Dear colleague,

The decay length of a double-layer force in a dilute salt solution equals the Debye length only at infinite dilution. For an asymmetric salt the first correction grows as the square root of the concentration, has a coefficient free of ion sizes, and shortens the decay length. Here is the derivation, and the size of what it leaves out in your 1 mM Na$_2$SO$_4$.

## Premises

1. Water is a continuum of relative permittivity $\varepsilon_r$, independent of salt concentration.
2. Species $i$ has charge $z_i e$ and number density $\rho_i$, with $\sum_i\rho_i z_i=0$.
3. The ions are classical and interact in pairs. With $\beta=1/k_BT$,
$$\beta u_{ij}(r)=\frac{z_iz_j\,l_B}{r}+\beta u^{s}_{ij}(r),\qquad l_B=\frac{e^2}{4\pi\varepsilon_0\varepsilon_r k_BT},$$
where $u^s$ has finite range. For numbers I take hard spheres with one contact distance $a$, of the order of $l_B$.
4. The solution is uniform and dilute: $\epsilon\equiv\kappa_Dl_B\ll1$.

I write $S_n=\sum_i\rho_iz_i^n$, $\kappa_D^2=4\pi l_BS_2$, and $\hat f(k)=\int d^3r\,e^{-i\mathbf k\cdot\mathbf r}f(r)=4\pi\int_0^\infty r^2f(r)\,\frac{\sin kr}{kr}\,dr$.

Two exact relations are used. The Ornstein-Zernike (OZ) equation defines the direct correlation functions $c_{ij}$ from $h_{ij}=g_{ij}-1$:
$$\hat h_{ij}=\hat c_{ij}+\sum_l\hat c_{il}\,\rho_l\,\hat h_{lj}.\tag{1}$$
The cluster expansion gives
$$g_{ij}=\exp\left[-\beta u_{ij}+h_{ij}-c_{ij}+E_{ij}\right],\tag{2}$$
where $E_{ij}$ is the sum of bridge diagrams with $h$ bonds.

## Step 1: the decay rate is a pole

With the matrices $H_{ij}=\sqrt{\rho_i\rho_j}\,\hat h_{ij}$ and $C_{ij}=\sqrt{\rho_i\rho_j}\,\hat c_{ij}$, eq. (1) reads $1+H=(1-C)^{-1}$. Since $\hat h$ is even in $k$,
$$h_{ij}(r)=\frac{1}{4\pi^2 i r}\int_{-\infty}^{\infty}k\,\hat h_{ij}(k)\,e^{ikr}\,dk .$$
Close the contour in the upper half plane. The singularity nearest the real axis decides the large-$r$ behaviour, and a pole $\hat h\simeq A/(k^2+\kappa^2)$ contributes $A\,e^{-\kappa r}/4\pi r$. Such a pole is a zero of $\det(1-C)$, so all $h_{ij}$ share one $\kappa$. A charged surface enters (1) as a further species at zero density. Its correlations with the ions carry the same factor $(1-C)^{-1}$, so the ion profiles and the force between two distant surfaces decay with this $\kappa$ too.

Split off the Coulomb part, $c_{ij}=-z_iz_jl_B/r+\Delta c_{ij}$. With the vector $u_i=\sqrt{\rho_i}\,z_i$ and $D_{ij}=\sqrt{\rho_i\rho_j}\,\Delta\hat c_{ij}$,
$$1-C=1-D+\frac{4\pi l_B}{k^2}\,uu^{T}.$$
The identity $\det(M+s\,uu^T)=\det M\,(1+s\,u^TM^{-1}u)$ gives, at $k=i\kappa$ and for $\det(1-D)\neq0$,
$$\kappa^2=4\pi l_B\,u^T[1-D(i\kappa)]^{-1}u=\kappa_D^2+4\pi l_B\left[u^TDu+u^TD^2u+\dots\right].\tag{3}$$
This is exact as long as $D(k)$ can be continued to $k=i\kappa$, which requires $\Delta c$ to fall faster than $e^{-\kappa r}$. For $D=0$ it returns $\kappa=\kappa_D$, and (1) gives the Debye-Hückel correlation
$$h_{ij}=q_{ij}=-z_iz_j\,\phi(r),\qquad\phi=\frac{l_B\,e^{-\kappa_Dr}}{r},\qquad\hat\phi=\frac{4\pi l_B}{k^2+\kappa_D^2}.$$

## Step 2: the leading term of $\Delta c$

Define the screened potential $\tau_{ij}=h_{ij}-c_{ij}-z_iz_jl_B/r=h_{ij}-\Delta c_{ij}$. Equation (2) becomes
$$\Delta c_{ij}=e^{-\beta u^s_{ij}}\,e^{\tau_{ij}+E_{ij}}-1-\tau_{ij}.\tag{4}$$
At lowest order $\tau=q$; write $\tau=q+\delta\tau$. Outside the core,
$$\Delta c=\tfrac12q^2+\tfrac16q^3+q\,\delta\tau+E+\dots$$

To order these terms, measure lengths in $\kappa_D^{-1}$. A $q$ bond then carries a factor $\kappa_Dl_B=\epsilon$. An integration over an ion carries $\rho\kappa_D^{-3}\propto1/\epsilon$, because $\kappa_D^2\propto l_B\rho$, and forming $D$ from $\Delta c$ adds one more factor $\rho\kappa_D^{-3}$. A diagram with $b$ bonds and $f$ field points thus contributes to $D$ at order $\epsilon^{\,b-f-1}$.

- $q^2/2$ has $b=2$, $f=0$: order $\epsilon$.
- $q^3/6$ has $b=3$, $f=0$: order $\epsilon^2$, times a logarithm, since $\int d^3r/r^3$ diverges at small $r$ until the core or the exponential in (4) cuts it off.
- $q\,\delta\tau$: $\delta\tau$ is built from $q^2/2$ in series with $q$ bonds. The simplest case has $b=4$, $f=1$, and each further link adds one to both: order $\epsilon^2$.
- The first bridge diagram has $b=5$, $f=2$: order $\epsilon^2$.
- The region $r\lesssim l_B$, where the expansion in $q$ fails and the core acts, contributes $\rho\,l_B^3\propto\epsilon^2$.

At order $\epsilon$ only one term survives, and it does not involve $u^s$:
$$\Delta c_{ij}=\tfrac12q_{ij}^2=z_i^2z_j^2\,\frac{l_B^2\,e^{-2\kappa_Dr}}{2r^2}.$$
Its $1/r^2$ singularity is integrable in three dimensions, so extending it to $r=0$ changes $D$ only at order $\rho\,l_B^2a\propto\epsilon^2$.

## Step 3: transform and continuation

Differentiating $\int_0^\infty e^{-pr}\sin(kr)\,dr/r$ with respect to $k$ gives $p/(p^2+k^2)$, so the integral is $\arctan(k/p)$. Hence
$$\Delta\hat c_{ij}=z_i^2z_j^2\,w(k),\qquad w(k)=\frac{2\pi l_B^2}{k}\arctan\frac{k}{2\kappa_D}.$$
The value $w(0)=\pi l_B^2/\kappa_D$ can be tested against thermodynamics. The short-range part obeys $\Delta\hat c_{ij}(0)=-\partial\beta\mu_i^{ex}/\partial\rho_j$. The limiting law $\beta\mu_i^{ex}=-z_i^2l_B\kappa_D/2$, with $\partial\kappa_D/\partial\rho_j=2\pi l_Bz_j^2/\kappa_D$, gives $z_i^2z_j^2\,\pi l_B^2/\kappa_D$, the same expression. The term $q^2/2$ is the nonlocal form of the Debye-Hückel activity correction.

The branch points of $w$ lie at $k=\pm2i\kappa_D$, twice as far out as the pole we seek, so the continuation is allowed and the cut adds only terms that fall as $e^{-2\kappa_Dr}$. With $\arctan(iy)=i\,\mathrm{artanh}\,y$ and $\mathrm{artanh}\frac12=\frac12\ln\frac{1+1/2}{1-1/2}=\frac12\ln3$,
$$w(i\kappa)=\frac{2\pi l_B^2}{\kappa}\,\mathrm{artanh}\frac{\kappa}{2\kappa_D},\qquad w(i\kappa_D)=\frac{\pi l_B^2\ln3}{\kappa_D}.$$

## Step 4: the shifted pole

Now $D=w\,vv^T$ with $v_i=\sqrt{\rho_i}\,z_i^2$, so $u^Tv=S_3$ and $v^Tv=S_4$. The series in (3) is geometric:
$$\kappa^2=\kappa_D^2+\frac{4\pi l_B\,w(i\kappa)\,S_3^2}{1-w(i\kappa)S_4}.\tag{5}$$
Since $wS_4$ and $\kappa/\kappa_D-1$ are both of order $\epsilon$, the leading order is obtained by dropping the denominator and putting $\kappa=\kappa_D$ in $w$. Divide by $\kappa_D^2=4\pi l_BS_2$ and use $S_2=\kappa_D^2/4\pi l_B$:
$$\frac{\kappa^2}{\kappa_D^2}=1+w(i\kappa_D)\,S_2\left(\frac{S_3}{S_2}\right)^2=1+\frac{\ln3}{4}\,\kappa_Dl_B\left(\frac{S_3}{S_2}\right)^2 .$$
The square root halves the correction:
$$\boxed{\frac{\kappa}{\kappa_D}=1+\frac{\ln3}{8}\,\kappa_Dl_B\left(\frac{\sum_i\rho_iz_i^3}{\sum_i\rho_iz_i^2}\right)^{2}+O(\epsilon^2\ln\epsilon)}\tag{6}$$
with $\ln3/8=0.1373$. The result is associated with Mitchell and Ninham.

The correction is never negative, because $q^2/2$ is positive and $S_3$ enters squared. It vanishes for a symmetric salt, where $S_3=0$. The mechanism is this. A small potential $\psi$ changes the densities by $\delta\rho_j=-\rho_jz_j\beta e\psi$, and so changes the local ionic strength in proportion to $S_3$. Every activity coefficient then shifts in proportion to $z_i^2$, and the ions that move in response carry a net charge that is again proportional to $S_3$. This charge has the sign of the Debye cloud, so screening is stronger. A local treatment would use $w(0)$ and give the coefficient $1/8$. The factor $\ln3$ appears because the profile varies over the size of the ion atmosphere itself.

## Step 5: the next order

The charge factors of a 2:1 salt are large, so the $\epsilon^2$ terms need numbers. Let $\delta=\kappa/\kappa_D-1$, $A_n=S_n/S_2$, and $\delta_1=(\ln3/8)\,\epsilon A_3^2$. By (3), any small addition to $\Delta c$ shifts $\delta$ by
$$\delta=\frac{1}{2S_2}\sum_{ij}\rho_iz_i\,\rho_jz_j\,\Delta\hat c_{ij}(i\kappa_D),\qquad\hat f(i\kappa_D)=4\pi\int_0^\infty r^2f\,\frac{\sinh\kappa_Dr}{\kappa_Dr}\,dr.\tag{7}$$

**(a) Higher powers of $q$ and the core.** The cubic term $-z_i^3z_j^3\phi^3/6$, cut at $r=a$, has the transform $-z_i^3z_j^3(2\pi/3)\,l_B^3K$, and (7) gives
$$\delta_{\rm cubic}=-\frac{\epsilon^2}{12}A_4^2K,\qquad K=\int_{\kappa_Da}^\infty\frac{e^{-3y}\sinh y}{y^2}\,dy\;\to\;\ln\frac{1}{8\kappa_Da}+1-\gamma$$
for $\kappa_Da\to0$, with $\gamma$ Euler's constant. This is the $\epsilon^2\ln\epsilon$ term of (6). It is negative and survives for symmetric salts. Near contact $|q|>1$, so all powers must be kept: put $\tau=q$, $E=0$ in (4), which gives $\Delta c=e^q-1-q$ for $r>a$ and $-1-q$ for $r<a$, and insert this in (7). It contains $\delta_1$, the cubic term, and cation-anion association.

**(b) Repeated $D$.** The denominator of (5) has $wS_4=(\ln3/4)\,\epsilon A_4$ and adds $\delta_b=\delta_1wS_4=\frac{(\ln3)^2}{32}\epsilon^2A_3^2A_4$.

**(c) The term $q\,\delta\tau$.** Varying $1+H=(1-C)^{-1}$ about the Debye-Hückel matrix $Q=-\hat\phi\,uu^T$ gives $\delta H=(1+Q)D(1+Q)$. Subtracting $D$,
$$\delta\hat\tau_{ij}=-S_3\,(z_iz_j^2+z_i^2z_j)\,\hat\phi w+S_3^2\,z_iz_j\,\hat\phi^2w .$$
Multiply by $q_{ij}=-z_iz_j\phi$ in real space and sum with the weights of (7). The two parts carry $+2S_3^2S_4$ and $-S_3^4$. In units $\kappa_D=1$, the integral $\int_0^\infty e^{-r}\sinh r\,\sin kr\,dr/r=\frac12\arctan(2/k)$ shows that a product $\phi X$ has at $k=i$ the transform $(l_B/\pi)\int_0^\infty k\arctan(2/k)\,\hat X\,dk$. For $\hat X=\hat\phi w$ this is $8\pi^2l_B^4\,m_1$, and for $\hat X=\hat\phi^2w$ it is $32\pi^3l_B^5\,m_2$, where
$$m_p=\frac1\pi\int_0^\infty\frac{\arctan(2/k)\arctan(k/2)}{(1+k^2)^p}\,dk,\qquad m_1=0.191,\quad m_2=0.076.$$
With $S_2=1/4\pi l_B$ in these units, the shifts are $\delta_c=\frac12m_1\epsilon^2A_3^2A_4$ and $-\frac14m_2\epsilon^2A_3^4$.

**(d) Terms in $\epsilon^2A_3^4$.** There are four. The second part of (c) has coefficient $-0.019$. The second-order term of the square root, $-\delta_1^2/2$, gives $-0.009$. Evaluating $w$ at the shifted pole multiplies $\delta_1$ by $1+\delta_1\,d\ln w/d\ln\kappa$, with $d\ln w/d\ln\kappa=4/(3\ln3)-1=0.214$, and gives $+0.004$. The bridge diagram is $E_{ij}=\frac12\sum_{kl}\rho_k\rho_l\int q_{ik}q_{il}q_{kl}q_{kj}q_{lj}$, with charge factor $-\frac12z_i^2z_j^2S_3^2$. I estimate its size at $k=0$ instead of $k=i$. There the integrals over $i$ and $j$ each give the convolution $\phi*\phi=2\pi l_B^2e^{-r}$, and $\int d^3r\,\phi\,(\phi*\phi)^2=16\pi^3l_B^5/9$, which yields $-1/144=-0.007$. The four add to about $-0.03\,\epsilon^2A_3^4$.

## Numbers for 1 mM Na$_2$SO$_4$

Take $T=298.15$ K and the approximate value $\varepsilon_r=78.4$ as inputs. A concentration of 1 mol m$^{-3}$ means $n=6.022\times10^{23}$ formula units per m$^3$, so $\rho_+=2n$ with $z_+=1$ and $\rho_-=n$ with $z_-=-2$. Then $S_2=6n$, $S_3=-6n$, $S_4=18n$, $S_5=-30n$, that is $A_3=-1$, $A_4=3$, $A_5=-5$, and

- $l_B=7.149\times10^{-10}$ m,
- $S_2=3.613\times10^{24}$ m$^{-3}$,
- $\kappa_D=1.802\times10^{8}$ m$^{-1}$, $\kappa_D^{-1}=5.55$ nm,
- $\epsilon=0.1288$.

Equation (6) gives $\delta_1=0.1373\times0.1288=0.0177$. The decay length from the leading term alone is $5.45$ nm, shorter than the Debye length by $0.10$ nm.

For the next order I take $a=0.40$ and $0.50$ nm as typical contact distances of hydrated ions; they are assumed, not fitted. The cubic term is $-0.0124\,K$ with $K=1.18$ and $1.00$, already the larger part of $\delta_1$ with the opposite sign. For the full function of (a), the weights $\rho_iz_i$ are $+2n$ and $-2n$, and $z_iz_j=1,\,4,\,-2$ for the $++$, $--$ and $+-$ pairs, the last counted twice. The terms $-1$ cancel by neutrality. With $x=r/l_B$, $\phi=e^{-\epsilon x}/x$ and $4\pi nl_B^3=\epsilon^2/6$, eq. (7) becomes
$$\delta_a=\frac{\epsilon^2}{18}J,\qquad J=\int_0^\infty x^2\,\Phi(x)\,\frac{\sinh\epsilon x}{\epsilon x}\,dx,$$
$$\Phi=e^{-\phi}+e^{-4\phi}-2e^{2\phi}+9\phi\quad(r>a),\qquad\Phi=9\phi\quad(r<a).$$
Keeping only $\Phi=\frac92\phi^2$ at all $r$ gives $J=19.2$ and reproduces $\delta_1$. Quadrature of the full function gives $J=5.5$ and $7.6$.

| Contribution to $\kappa/\kappa_D-1$ | $a=0.40$ nm | $a=0.50$ nm |
|---|---|---|
| (a) full function of $q$, including $\delta_1$ | 0.005 | 0.007 |
| (b) repeated $D$ | 0.0019 | 0.0019 |
| (c) $q\,\delta\tau$, part in $A_3^2A_4$ | 0.0048 | 0.0048 |
| (d) terms in $A_3^4$ | −0.0005 | −0.0005 |
| sum | 0.011 | 0.013 |

Third-order terms are not negligible against the last digit. One of them is the cross term of $q^2/2$ and $q^3/6$ in $u^TD^2u$. It equals $\frac{1}{2S_2}\,2w\left(-\frac{2\pi}{3}l_B^3K\right)S_3S_5S_4=-\frac{\ln3}{24}A_3A_4A_5K\epsilon^3$, which is $-0.0015\,K$ here. The model therefore supports one figure: the decay in 1 mM Na$_2$SO$_4$ is faster than Debye by about 1 %. The leading term fixes the sign and the order of magnitude at this concentration, and the second-order estimate lies roughly a third below it.

## Range of validity

Equation (6) is a limiting law, exact within the premises as $\epsilon\to0$, for any mixture of ions. It is a usable number only where the next term is small against it. Comparing $\delta_1$ with $\frac1{12}A_4^2\epsilon^2\ln(1/\epsilon)$ gives, to logarithmic accuracy,
$$\epsilon\ln\frac1\epsilon\ll\frac{3\ln3}{2}\left(\frac{S_3}{S_4}\right)^2 .$$
For a 2:1 salt the right side is $0.183$. At 1 mM the left side is $0.264$, so the condition fails, although the positive terms (b) and (c) cancel part of the deficit. At 10 µM, where $\epsilon$ is ten times smaller, the left side is $0.056$ and the predicted shift is only $0.0018$. The reason is that $\epsilon$ understates the coupling of two sulfate ions, whose bare repulsion equals $k_BT$ at $4l_B=2.9$ nm, about half the Debye length. For weakly asymmetric mixtures $S_3$ is small, and the negative logarithmic term takes over at still lower concentration.

Three limits come from the premises. First, $\kappa$ describes the tail at several decay lengths from the surface; a fit at shorter distance also contains terms in $e^{-2\kappa r}$. Second, dispersion forces between ions and between surfaces fall as powers of distance and dominate at the largest separations, so the exponential governs an intermediate window. Third, a specific attraction between Na$^+$ and SO$_4^{2-}$ beyond the Coulomb term raises $\Delta c_{+-}$, which enters (7) with negative weight and lowers $\kappa$, as the smaller contact distance in the table does.

Because $\kappa_D\propto\sqrt{n}$, a shift of 1 % in $\kappa$ is mimicked by 2 % in the concentration, so the solutions must be known better than that. The cleanest test is a ratio. A 3 mM NaCl solution has the same $S_2=6n$ and hence the same $\kappa_D$ and $\epsilon$, but $S_3=0$ and $A_4=1$, so terms (b) to (d) vanish and the prefactor of the cubic term is only $\epsilon^2/12=0.0014$. The ratio of the two decay lengths in one apparatus cancels the distance calibration and $\varepsilon_r$ at leading order, and should show the sulfate solution screening over a length about 1 % shorter.